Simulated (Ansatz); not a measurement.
# The atomisation energy (no zero-point term) down a group: S to Te

One atom is swapped for its congeners: C2H8SSi `CCS[SiH3]`; C2H8SeSi `CC[Se][SiH3]`; C2H8SiTe `CC[Te][SiH3]`. All are singlets with charge 0.

Shapes, held fixed at every level: PBE0-D4/def2-TZVP. Flexible molecules stand in one conformer, not always the lowest. Programs: Ansatz 0.2.0. Values in eV.

```
             level  C2H8SSi  C2H8SeSi  C2H8SiTe
     HF/def2-TZVPP    32.51     31.81     30.99
PBE0-D4/def2-TZVPP    43.07     42.32     41.48
wB97M-V/def2-TZVPP    43.22     42.34     41.44
wB97X-V/def2-TZVPP    43.28     42.51     41.64
 B2PLYP/def2-TZVPP    42.54     41.84     40.99
CCSD(T)/def2-TZVPP    42.07     41.45     40.60
```

At CCSD(T)/def2-TZVPP the atomisation energy falls at every step, from 42.07 to 40.60 eV. Every level shows the same order. For atoms past krypton def2 sets carry core potentials with scalar relativity. Relativity is left out for Se unless named. Correlated rows may include outer-core shells of Se, Te, which these sets cover unevenly. Spin-orbit coupling, which grows down the group, is left out (summed over each molecule's free atoms 0.05, 0.14, 0.29 eV).

The fall from sulfur to tellurium reflects weaker bonding of the chalcogen to its carbon and silicon neighbours, since the rest of the molecule keeps the same connectivity. Down the group the valence p orbitals grow larger and more diffuse, so they overlap less well with the carbon and silicon orbitals. The declining electronegativity of the chalcogen also reduces the polar contribution to the bond with silicon.

Hartree–Fock gives much smaller totals because it misses the correlation energy gained when electrons pair into bonds. It nevertheless reproduces the decline, and its shortfall against CCSD(T) is nearly the same for all three molecules, which suggests that the trend is set mainly by mean-field bonding. The density functionals lie above CCSD(T) throughout, but this need not mean overbinding, as coupled-cluster atomisation energies converge slowly with basis size and are probably too low here. The totals do not show how the loss is divided between the carbon–chalcogen and silicon–chalcogen bonds.
